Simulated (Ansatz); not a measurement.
## ZrCl4 (zirconium tetrachloride): the energy, rung by rung

ZrCl4 has 5 atoms, charge 0, and is taken as a singlet. SMILES: `Cl[Zr](Cl)(Cl)Cl`. The shape was relaxed beforehand at B3LYP/def2-SVP.

Quantity: the adiabatic electron affinity (to the doublet anion, shapes relaxed at B3LYP/def2-SVP, no zero-point term), in eV. The values are calculated.

The electron affinity is E(neutral) − E(anion): positive where the electron is bound.

| level | kind | program | value (eV) | CPU time (all runs) |
| --- | --- | --- | --- | --- |
| HF/def2-SVP (core potential) | Hartree–Fock | Ansatz | 1.63 | 9.9 s |
| SVWN5/def2-SVP (core potential) | LDA | Ansatz | 0.64 | 16 s |
| r2SCAN/def2-SVP (core potential) | meta-GGA | Ansatz | 1.09 | 58 s |
| B3LYP/def2-SVP (core potential) | global hybrid | Ansatz | 1.19 | 9.6 s |
| PBE0-D4/def2-SVP (core potential) | global hybrid | Ansatz | 1.25 | 11 s |
| wB97M-V/def2-SVP (core potential) | range-separated hybrid | Ansatz | 1.30 | 50 s |
| RPA@PBE/def2-SVP (core potential) | RPA | Ansatz | 0.75 | 38 s |
| MP2/def2-SVP (core potential) | perturbation theory | Ansatz | 0.58 | 16 s |

Spin-orbit coupling, which can split open shells on such heavy atoms by tenths of an eV, is left out. The values span 0.58 to 1.63 eV. Times are those of the runs behind each value, whatever else they computed, on shared processors of several kinds: orders of magnitude only.

Every level binds the extra electron, but the strength of binding varies widely, from 0.58 eV with MP2 to 1.63 eV with Hartree–Fock. The neutral molecule is formally d⁰ Zr(IV), with its valence shell open to reduction. In a tetrahedral field the added electron enters the lower, e-type 4d set, which is only weakly π-antibonding towards chlorine. The high positive charge on the metal and the electron-withdrawing chlorides stabilise this level, so the anion is best described as d¹ Zr(III) rather than as a chlorine-centred radical.

Correlation usually raises an electron affinity, yet MP2 lies far below Hartree–Fock here, probably because correlation strengthens chlorine-to-zirconium donation most in the neutral, where the d shell is empty. The closeness of LDA (0.64 eV) to MP2 is no mutual confirmation, since the two treat exchange and correlation quite differently. The sign of the affinity is thus better supported than its size, which a basis without diffuse functions probably underestimates by describing the anion less well than the neutral.
